# Appendix: A posteriori corrections as expansions of the coupled-pair functional

## A.1 Premises and notation

Energies are in hartree ($E_h$) or millihartree (m$E_h$), and wavefunctions are real. The premises are as follows.

1. $\Psi_0$ is a fixed, normalised reference function, either one configuration or a linear combination of several, with energy $E_0=\langle\Psi_0|H|\Psi_0\rangle$.
2. $Q$ projects on a finite space orthogonal to $\Psi_0$, of the symmetry of $\Psi_0$. In practice it holds the single and double excitations from the reference configurations and any remaining part of the reference space. The wavefunction is $\Psi_0+\Psi_c$ with $\Psi_c=Q\Psi_c$ (intermediate normalisation).
3. All eigenvalues $\Delta_k$ of $Q(H-E_0)Q$ are positive. The eigenvectors are $|k\rangle$, and the couplings $v_k=\langle k|H|\Psi_0\rangle$ do not all vanish.
4. The correlation energy is defined, for a parameter $0\le g\le1$, as the stationary value $E_c(g)$ of

$$F_g[\Psi_c]=\frac{\langle\Psi_0+\Psi_c|H-E_0|\Psi_0+\Psi_c\rangle}{1+g\langle\Psi_c|\Psi_c\rangle}\equiv\frac{\mathcal N[\Psi_c]}{1+g\langle\Psi_c|\Psi_c\rangle}.\tag{A1}$$

At $g=1$ the denominator is the squared norm of the wavefunction, so $F_1$ is the CI Rayleigh quotient and $E_0+E_c(1)=E_{\rm CI}$. The stationary vector is $\Psi_g$, and $x_g=\langle\Psi_g|\Psi_g\rangle$, $\epsilon_g=-E_c(g)$. Symbols without argument or subscript refer to the CI solution: $E_c=E_c(1)$, $\epsilon=\epsilon_1$, $x=x_1$. The weight of $\Psi_0$ in the normalised CI vector is

$$c_0^2=\frac1{1+x},\qquad 1-c_0^2=\frac{x}{1+x},\qquad \frac{1-c_0^2}{c_0^2}=x.\tag{A2}$$

An a posteriori correction is an estimate of $E_c(g)-E_c$ from $E_c$ and $c_0^2$ alone.

## A.2 Stationarity conditions

Since $\langle\Psi_0|H-E_0|\Psi_0\rangle=0$ and $\langle\Psi_0|\Psi_c\rangle=0$, the numerator is $\mathcal N=2\langle\Psi_0|H|\Psi_c\rangle+\langle\Psi_c|H-E_0|\Psi_c\rangle$. The variation of the quotient vanishes when $\delta\mathcal N=F_g\,g\,\delta\langle\Psi_c|\Psi_c\rangle$ for all $\delta\Psi_c$ in the $Q$ space, which gives

$$Q\,[H-E_0-gE_c(g)]\,\Psi_g=-QH\Psi_0.\tag{A3}$$

Projection of (A3) on $\Psi_g$ yields $\langle\Psi_g|H-E_0|\Psi_g\rangle=gE_c(g)x_g-\langle\Psi_0|H|\Psi_g\rangle$. Then $\mathcal N=\langle\Psi_0|H|\Psi_g\rangle+gE_c(g)x_g$, and since $\mathcal N=E_c(g)(1+gx_g)$,

$$E_c(g)=\langle\Psi_0|H|\Psi_g\rangle.\tag{A4}$$

In the basis $|k\rangle$, (A3) is diagonal. With the level shift $w_g=g\epsilon_g$ and $D_k(g)=\Delta_k+w_g$, the components are $\langle k|\Psi_g\rangle=-v_k/D_k(g)$, and (A4) becomes

$$\epsilon_g=S(g\epsilon_g),\qquad S(w)=\sum_k\frac{v_k^2}{\Delta_k+w},\qquad x_g=-S'(w_g)=\sum_k\frac{v_k^2}{D_k(g)^2}.\tag{A5}$$

For $g\ge0$ the function $u-S(gu)$ increases strictly for $u\ge0$, is negative at $u=0$ by premise 3, and grows without bound. It has exactly one positive root, which is the solution followed here. All $D_k(g)$ are then positive.

This root is the global minimum of $F_g$. The expression $\mathcal N[\Psi_c]-E_c(g)(1+g\langle\Psi_c|\Psi_c\rangle)$ is a quadratic polynomial in $\Psi_c$ that vanishes at $\Psi_g$, has zero gradient there by (A3), and has the quadratic part $A_g=Q[H-E_0-gE_c(g)]Q$, with eigenvalues $D_k(g)$. It therefore equals $\langle\delta|A_g|\delta\rangle$ with $\delta=\Psi_c-\Psi_g$, and division by the denominator gives the exact identity

$$F_g[\Psi_c]-E_c(g)=\frac{\langle\delta|A_g|\delta\rangle}{1+g\langle\Psi_c|\Psi_c\rangle}\ \ge 0.\tag{A6}$$

The minimum is a property of the functional. For $g<1$ it is no upper bound to the full CI energy, since the denominator is no longer the norm.

## A.3 The values of $g$

Take $n$ identical, non-interacting units with a product reference, and let $Q$ contain functions in which one unit is excited. The matrix element of $H-E_0$ between functions with different units excited vanishes, because each term of $H=\sum_A H_A$ leaves an overlap between an excited function of one unit and the reference of that unit. Each pole of $S$ thus occurs $n$ times, $S^{(n)}=nS^{(1)}$, and (A5) reads $\epsilon_g/n=S^{(1)}(gn\cdot\epsilon_g/n)$. Two results follow. At $g=0$ the energy is $n$ times the $g=0$ energy of one unit. At $g=1/n$ it is $n$ times the CI energy of one unit, which is the full CI result if each unit has two electrons. With $N=2n$ correlated electrons this is $g=2/N$, the choice of the averaged coupled-pair functional (ACPF) of Gdanitz and Ahlrichs (1988). For a single reference configuration, $g=0$ makes (A3) linear and is the method known as CEPA(0).

A counting argument motivates a second choice. In the full CI equation for a double excitation out of the pair $ij$, the quadruple excitations, approximated by products of doubles, contribute the amplitude times the sum of the pair energies of all pairs $kl$ that share no electron with $ij$. If all $\binom N2$ pair energies are equal, this cancels the fraction $\binom{N-2}2/\binom N2$ of the shift $E_c$ and leaves $gE_c$ with

$$g=1-\frac{(N-2)(N-3)}{N(N-1)},\tag{A7}$$

the value of the averaged quadratic coupled-cluster (AQCC) method of Szalay and Bartlett (1993). The argument ignores exclusion effects among the virtual orbitals and the other ways of pairing the indices, so it does not prove (A7) optimal. From here on $g$ is a given parameter.

## A.4 First order: the Davidson correction

$E_c(g)=F_g[\Psi_g]$ depends on $g$ explicitly and through $\Psi_g$. The second dependence drops out of the first derivative because $F_g$ is stationary at $\Psi_g$. The explicit derivative of (A1) is $-\mathcal Nx_g/(1+gx_g)^2$, so

$$\frac{dE_c(g)}{dg}=-\frac{E_c(g)\,x_g}{1+gx_g}.\tag{A8}$$

Differentiation of (A5) confirms this: $\epsilon_g'=-x_g(\epsilon_g+g\epsilon_g')$, which solves to (A8) and gives also

$$\frac{dw_g}{dg}=\epsilon_g+g\epsilon_g'=\frac{\epsilon_g}{1+gx_g}.\tag{A9}$$

Equation (A8) holds at every $g$ with the energy and norm that belong to that $g$. Only at $g=1$ are these known from a CI calculation, and there the slope is $-E_c(1-c_0^2)$ by (A2). The total energy $E(g)=E_0+E_c(g)$ is therefore

$$E(g)=E_{\rm CI}+(1-g)(1-c_0^2)\,E_c+O\big((1-g)^2\big).\tag{A10}$$

Since $E_c<0$, the energy falls as $g$ decreases. At $g=0$ the linear term $\Delta E_{\rm D}=(1-c_0^2)E_c$ is the Davidson correction (Langhoff and Davidson, 1974): the tangent to $E(g)$ at the CI point, extended to $g=0$.

## A.5 The functional at the CI vector: the renormalised correction

At the CI vector $\mathcal N[\Psi_1]=E_c(1+x)$, which does not depend on $g$. Hence

$$F_g[\Psi_1]=E_c\frac{1+x}{1+gx},\qquad F_g[\Psi_1]-E_c=E_c\frac{(1-g)x}{1+gx}=E_c\frac{(1-g)(1-c_0^2)}{c_0^2+g(1-c_0^2)}.\tag{A11}$$

At $g=0$ the corrected correlation energy is $E_c/c_0^2$, and the correction is the renormalised Davidson expression $\Delta E_{\rm RD}=E_c(1-c_0^2)/c_0^2$. Writing $1+gx=(1+x)[1-(1-g)(1-c_0^2)]$ turns (A11) into a geometric series,

$$F_g[\Psi_1]=E_c\sum_{m=0}^\infty\big[(1-g)(1-c_0^2)\big]^m,\tag{A12}$$

whose $m=1$ term is that of (A10). The renormalised form sums all terms that arise from the denominator with the vector held fixed.

It omits the relaxation of the vector, which (A6) gives exactly. The components of $\delta=\Psi_1-\Psi_g$ are $-v_k[1/D_k(1)-1/D_k(g)]=v_k(w_1-w_g)/[D_k(1)D_k(g)]$, so

$$F_g[\Psi_1]-E_c(g)=\frac{(w_1-w_g)^2}{1+gx}\sum_k\frac{v_k^2}{D_k(1)^2D_k(g)}.\tag{A13}$$

To leading order $w_1-w_g=(1-g)\epsilon/(1+x)$ by (A9), and the sum tends to $y=\sum_kv_k^2/D_k(1)^3$. Combining this with the $m=2$ term of (A12),

$$\epsilon_g=\epsilon+(1-g)\frac{\epsilon x}{1+x}+(1-g)^2\left[\frac{\epsilon x^2}{(1+x)^2}+\frac{\kappa\,\epsilon x^2}{(1+x)^3}\right]+O\big((1-g)^3\big),\qquad \kappa=\frac{y\,\epsilon}{x^2}.\tag{A14}$$

The first term in the bracket is the renormalisation term and the second the relaxation term. The Cauchy–Schwarz inequality, applied to the vectors with components $|v_k|D_k^{-1/2}$ and $|v_k|D_k^{-3/2}$, gives $x^2\le\epsilon y$, that is $\kappa\ge1$, with equality only when all coupled states share one $\Delta_k$. The ratio of the relaxation term to the renormalisation term is $\kappa c_0^2\ge c_0^2$. What (A11) neglects at second order is thus at least $c_0^2$ times what it adds to (A10), so (A11), like (A10), is complete only through first order in $1-g$.

## A.6 The single-pole closure: Davidson–Silver and Pople corrections

The quantity $y$ cannot be had from $E_c$ and $c_0^2$. These two numbers do fix a one-pole function $\bar S(w)=\bar v^2/(\bar\Delta+w)$ with the value and slope of $S$ at $w_1=\epsilon$. The conditions $\bar v^2/(\bar\Delta+\epsilon)=\epsilon$ and $\bar v^2/(\bar\Delta+\epsilon)^2=x$ give

$$\bar\Delta=\epsilon\,\frac{1-x}{x},\qquad \bar v^2=\frac{\epsilon^2}{x}.\tag{A15}$$

With the weights $p_k=v_k^2/[\epsilon D_k(1)]$, which sum to one by (A5), $x/\epsilon=\sum_kp_k/D_k(1)\le1/(\Delta_{\min}+\epsilon)<1/\epsilon$. Premise 3 therefore implies $x<1$, $c_0^2>1/2$ and $\bar\Delta>0$. Equation (A5) for $\bar S$ is the quadratic $\bar\epsilon_g(\bar\Delta+g\bar\epsilon_g)=\bar v^2$, with positive root

$$\frac{\bar\epsilon_g}{\epsilon}=\frac{2}{(1-x)+\sqrt{(1-x)^2+4gx}}.\tag{A16}$$

At $g=1$ the ratio is one. At $g=0$ it is $1/(1-x)$, and the correction

$$\Delta E_{\rm DS}=E_c\frac{x}{1-x}=E_c\frac{1-c_0^2}{2c_0^2-1}\tag{A17}$$

is that of Davidson and Silver (1977). For $g=2/N$ set $c_0=\cos\theta$, so that $x=\tan^2\theta$, $\tan^22\theta=4x/(1-x)^2$ and $\sec2\theta-1=2x/(1-x)$. Multiplying numerator and denominator of (A16) by $\sqrt{(1-x)^2+4gx}-(1-x)$ gives $\frac{1-x}{2gx}\big[\sqrt{1+g\tan^22\theta}-1\big]$, and thus

$$\Delta E_{\rm P}=E_c\left[\frac{\sqrt{N^2+2N\tan^22\theta}-N}{2(\sec2\theta-1)}-1\right],\tag{A18}$$

the correction of Pople, Seeger and Krishnan (1977). It is the ACPF energy of the one-pole model and contains the relaxation term of (A14) with $\kappa=1$.

The closure bounds $\epsilon_g$ from below. With $\eta=w_1-w$,

$$S(w)=\sum_k\frac{v_k^2}{D_k(1)-\eta}=\epsilon\sum_k\frac{p_k}{1-\eta/D_k(1)}\ \ge\ \frac{\epsilon}{1-\eta x/\epsilon}=\bar S(w),$$

by Jensen's inequality, because $t\mapsto1/(1-\eta t)$ is convex where $\eta t<1$, and this holds at every $t=1/D_k(1)$ for $w\ge0$. Then $u-S(gu)\le u-\bar S(gu)$, both sides increase with $u$, and so $\epsilon_g\ge\bar\epsilon_g$. The one-pole model shares $\epsilon$ and $x$ with the CI solution, so (A6) applied to it gives $\bar\epsilon_g\ge-F_g[\Psi_1]$. Finally $1+gx\le1+x$. For $0\le g\le1$ the magnitudes of the corrections are therefore ordered as

$$(1-g)\frac{\epsilon x}{1+x}\ \le\ (1-g)\frac{\epsilon x}{1+gx}\ \le\ \bar\epsilon_g-\epsilon\ \le\ \epsilon_g-\epsilon.\tag{A19}$$

All three formulas fall short of the stationary value of the functional that they expand, or at most reach it.

The scaled form $(1-g)\,x\,E_c$, which with $g$ from (A7) is the correction of Meissner (1988), stands outside this chain. For small $x$ at fixed $\kappa$, (A14) gives $\epsilon_g-\epsilon=(1-g)x\epsilon\,\{1+[\kappa(1-g)-g]\,x+\dots\}$. The scaled form agrees with (A10) and (A11) at leading order in $x$, falls short of the stationary value at the next order when $g<\kappa/(1+\kappa)$, and exceeds it when $g>\kappa/(1+\kappa)$.

## A.7 Multireference case: which $c_0^2$

With several reference configurations, $\Psi_c=\Psi_a+\Psi_e$, where $\Psi_a$ lies in the reference space (orthogonal to $\Psi_0$) and $\Psi_e$ outside it, with squared norms $x_a$ and $x_e$. Functional (A1) scales both by $g$. Sections A.2 to A.6 then hold with $x=x_a+x_e$, and $c_0^2$ is the squared overlap of the normalised CI vector with the fixed $\Psi_0$. The alternative keeps the full norm of the reference part,

$$F_g^{\rm rel}=\frac{\mathcal N}{1+x_a+g\,x_e}.\tag{A20}$$

The argument of A.4 gives $dE_c/dg=-E_c(g)\,x_e/(1+x_a+gx_e)$, with the norms taken at that $g$. With the summed weight of the reference configurations in the normalised CI vector, $c_{\rm ref}^2=(1+x_a)/(1+x_a+x_e)$, the slope at $g=1$ is $-E_c(1-c_{\rm ref}^2)$, and the value at the CI vector is $E_c/[c_{\rm ref}^2+g(1-c_{\rm ref}^2)]$. Equations (A10) to (A12) thus carry over with $c_0^2\to c_{\rm ref}^2$, while $E_c=E_{\rm CI}-E_0$ still refers to the unrelaxed reference energy. The fixed and relaxed versions of the corrections are expansions of two different functionals. Since $c_{\rm ref}^2\ge c_0^2$, the relaxed corrections are the smaller in magnitude, and the first-order terms differ by $(1-g)\,\epsilon\,x_a/(1+x_a+x_e)$. Under (A20) the shift acts on $\Psi_e$ only, the spectral form (A5) is lost when $\Psi_a$ couples to $\Psi_e$, and the bound involving (A16) is not established by the proof above.

## A.8 Range of validity

*Target.* The results relate CI data to $E_c(g)$. They do not state how close $E_c(g)$ lies to full CI, apart from the identical two-electron units of A.3. For $N=2$ both $2/N$ and (A7) equal one and all $g$-dependent corrections vanish, as they should when the CI is already full, whereas the $g=0$ forms do not.

*Positivity.* If some $\Delta_k$ with $v_k\ne0$ tends to zero, $E_c(0)=-\sum_kv_k^2/\Delta_k$ diverges while (A10) and (A11) stay finite and no longer approximate it. If a $\Delta_k$ is negative, as for excited states of the same symmetry as a lower state or near an avoided crossing, the stationary point that continues $\Psi_0$ need not be a minimum. Equation (A8) and the expansions survive locally, and the inequalities are no longer guaranteed. The condition $c_0^2>1/2$ is necessary for premise 3 and not sufficient.

*Convergence in $1-g$.* By (A5), $g=w/S(w)$, and the inverse function has branch points where $dg/dw=0$, that is $S-wS'=\sum_kv_k^2(\Delta_k+2w)/(\Delta_k+w)^2=0$, which is the condition $1+gx_g=0$. This sum is positive at $w=0$ and tends to $-\infty$ at the lowest coupled pole, so a real branch point $g^*<0$ lies on the physical branch and the radius of convergence about $g=1$ is at most $1-g^*$. For one pole, (A16) gives $g^*=-(1-x)^2/4x$ and the radius $(1+x)^2/4x$, which exceeds one for $x<1$. A low-lying pole can bring $g^*$ much closer, and a modest $x$ does not reveal this.

*System size.* For $n$ identical one-pole units, $\epsilon=\tfrac12[\sqrt{\Delta^2+4nv^2}-\Delta]$ grows as $\sqrt n$ and $x=\epsilon^2/nv^2\to1$. The corrected values from (A10) and (A11) are at most $2\epsilon$ in magnitude and cannot grow as $n$. Equation (A16) is exact for this model at any $n$. The first two forms require $x\ll1$, and the third requires that the coupled spectrum be close to one pole, for which $\kappa$ near one is the test at second order.

## A.9 Illustration: the ground state of CH$^+$

Near its equilibrium bond length the $X\,^1\Sigma^+$ state is dominated by $\Phi_0=1\sigma^22\sigma^23\sigma^2$, with the low-lying double excitation $3\sigma^2\to1\pi^2$ as the leading secondary configuration. With $1\sigma$ frozen, $N=4$, so $g=1/2$ for ACPF and $g=5/6$ for AQCC. The spectrum in (A5) is modelled by two poles. The first is $\Phi_1$, the $^1\Sigma^+$ combination $(\pi_x^2+\pi_y^2)/\sqrt2$ replacing $3\sigma^2$. Each of its two determinants couples to $\Phi_0$ through the exchange integral $K=(3\sigma\,1\pi|3\sigma\,1\pi)$, so $v_1=\sqrt2K$. The second pole lumps the dynamical valence correlation. The inputs are approximate, typical magnitudes: $K=0.050\,E_h$, hence $v_1^2=0.0050\,E_h^2$; $\Delta_1=0.30\,E_h$; $v_2^2=0.28\,E_h^2$; $\Delta_2=2.5\,E_h$. They define the model. The digits below serve to compare the formulas with one another on that model and are not predictions for the ion.

**One reference configuration.** Equation (A5) at $g=1$, $\epsilon=0.0050/(0.30+\epsilon)+0.28/(2.5+\epsilon)$, gives $\epsilon=118.9$ m$E_h$. The two poles contribute 0.0285 and 0.0408 to $x=0.0693$, so $c_0^2=0.935$. Further $y=0.0836\,E_h^{-1}$ and $\kappa=2.07$, and the one-pole closure places $\bar\Delta$ at $1.60\,E_h$.

**Two reference configurations.** $\Psi_0$ is now the lower eigenvector in the space of $\Phi_0$ and $\Phi_1$. It lies $\tfrac12[\sqrt{\Delta_1^2+4v_1^2}-\Delta_1]=15.8$ m$E_h$ below $\Phi_0$, with weight 0.048 on $\Phi_1$. The CI space gains the dynamical excitation out of $\Phi_1$, which is assumed to have the same $v_2$ and excitation energy $\Delta_2$ as that out of $\Phi_0$ and to couple to the latter through $v_1$. The $4\times4$ matrix is then a sum of two independent two-level problems, $\Psi_0$ couples to the single pole $(v_2^2,\Delta_2)$, $x_a=0$, $c_{\rm ref}^2=c_0^2$ and $\kappa=1$. The solution is $\epsilon=107.4$ m$E_h$, $x=0.0412$, $c_0^2=0.960$. The CI energy lies 4.36 m$E_h$ below that of the single-reference space. Higher products of dynamical excitations, which $g<1$ stands for, are contained in neither matrix.

The table lists the magnitudes of the corrections in m$E_h$, for one and for two reference configurations.

| Expression | 1 ref., $g=0$ | $1/2$ | $5/6$ | 2 ref., $g=0$ | $1/2$ | $5/6$ |
|---|---|---|---|---|---|---|
| tangent (A10) | 7.71 | 3.85 | 1.28 | 4.25 | 2.12 | 0.71 |
| CI vector (A11) | 8.24 | 3.98 | 1.30 | 4.42 | 2.17 | 0.71 |
| one pole (A16) | 8.85 | 4.11 | 1.31 | 4.61 | 2.21 | 0.72 |
| second order (A14) | 9.17 | 4.22 | 1.32 | 4.58 | 2.21 | 0.72 |
| scaled, $(1-g)x\epsilon$ | 8.24 | 4.12 | 1.37 | 4.42 | 2.21 | 0.74 |
| stationary (A5) | 9.81 | 4.28 | 1.33 | 4.61 | 2.21 | 0.72 |

The first three rows and the last obey (A19). With two references the one-pole row equals the stationary row by construction of the model. For one reference at $g=0$ the second-order bracket of (A14) consists of a renormalisation term of 0.50 m$E_h$ and a relaxation term of 0.97 m$E_h$, and all higher orders add a further 0.64 m$E_h$. The Davidson correction falls 2.11 m$E_h$ short of the stationary value, and renormalisation recovers 0.53 m$E_h$ of this. The $1\pi^2$ pole puts the branch point at $g^*=-1.19$; the other two roots of the cubic condition $S-wS'=0$ are real and correspond to $g<-4$. The radius of convergence is therefore 2.19, against 4.12 inferred from $x$ by the one-pole formula. The scaled form exceeds the stationary value at $g=5/6$, above $\kappa/(1+\kappa)=0.67$, and falls short of it at $g=1/2$. With $\Phi_1$ in the reference the two second-order terms are 0.17 and 0.16 m$E_h$, the radius is 6.58, and the Davidson shortfall at $g=0$ is 0.36 m$E_h$. In both cases the change of the stationary value between $g=0$ and $g=5/6$, 8.49 and 3.90 m$E_h$, is larger than the spread among the formulas at any one $g$.